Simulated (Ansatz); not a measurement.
## SbAu: the change of pressure with volume scale

All results are calculated (Ansatz 0.2.0). Periodic Kohn-Sham DFT of a crystal at fixed atoms, scaled to volume_scale times the given cell; pressure positive in compression, energy less spherical unpolarised free atoms, largest_vzz the field gradient of largest size among the nuclei.

The cell before it is scaled or strained (space group F-43m, No. 216):
```
SbAu
1.0
      0.0000     3.1109     3.1109
      3.1109     0.0000     3.1109
      3.1109     3.1109     0.0000
Au Sb
1 1
Direct
  0.00000 0.00000 0.00000
  0.25000 0.25000 0.25000
```

Settings of every row: method frozen-core PAW; functional PBE; relativity scalar; k mesh 10x10x10; filling fermi-dirac; smearing width 0.08 eV; wave cutoff 420 eV; paw set soft_2.

Atom start moment: 0 on all atoms.

Limits: no spin-orbit coupling on heavy atoms; the cell comes from a prototype or a list of computed structures and needn't be the stable phase.

| row | volume scale | V (Å³/atom) | pressure (GPa) |
| --- | --- | --- | --- |
| 1 | 0.9405 | 28.315 | 4.137 |
| 2 | 0.97 | 29.203 | 1.868 |
| 3 | 1 | 30.106 | ? |
| 4 | 1.03 | 31.01 | -1.602 |
| 5 | 1.06 | 31.913 | -2.911 |

Question: what pressure should row 3 give?

Worked fit of pressure. Take u = (V_r/V)^(2/3) − 1 with V_r = 30.107 Å³ an atom, which is twice the finite (Eulerian) strain; such expansions in the strain, on which the Birch-Murnaghan equation of state is built, carry the rest volume and the bulk modulus. The shown rows have u = 0.04176, 0.02053, -0.01951, -0.03809. Least squares give pressure = −0.0346 + 86.984 × u + 305.83 × u² GPa; a straight line predicts inner rows, each left out in turn, worse (root mean square 0.28 against 0.032 GPa). The rows lie off it by 0.006, -0.012, 0.013, -0.007 (root mean square 0.01 GPa). The pressure vanishes at u = 0.0004, or V = 30.09 Å³ an atom, and there the bulk modulus at fixed shape and fractions is B = −V dP/dV = (2/3)(1 + u) dP/du = 58.2 GPa. The withheld row has u = 2e-05, so the fit gives −0.0346 + 86.984 × (2e-05) + 305.83 × (2e-05)² = -0.033 GPa.

The calculation gave -0.031 GPa. The fit lies 0.002 GPa (6.5 % of the value, 0.028 % of the column's range) below it; its largest miss of a shown row is 0.013 GPa.
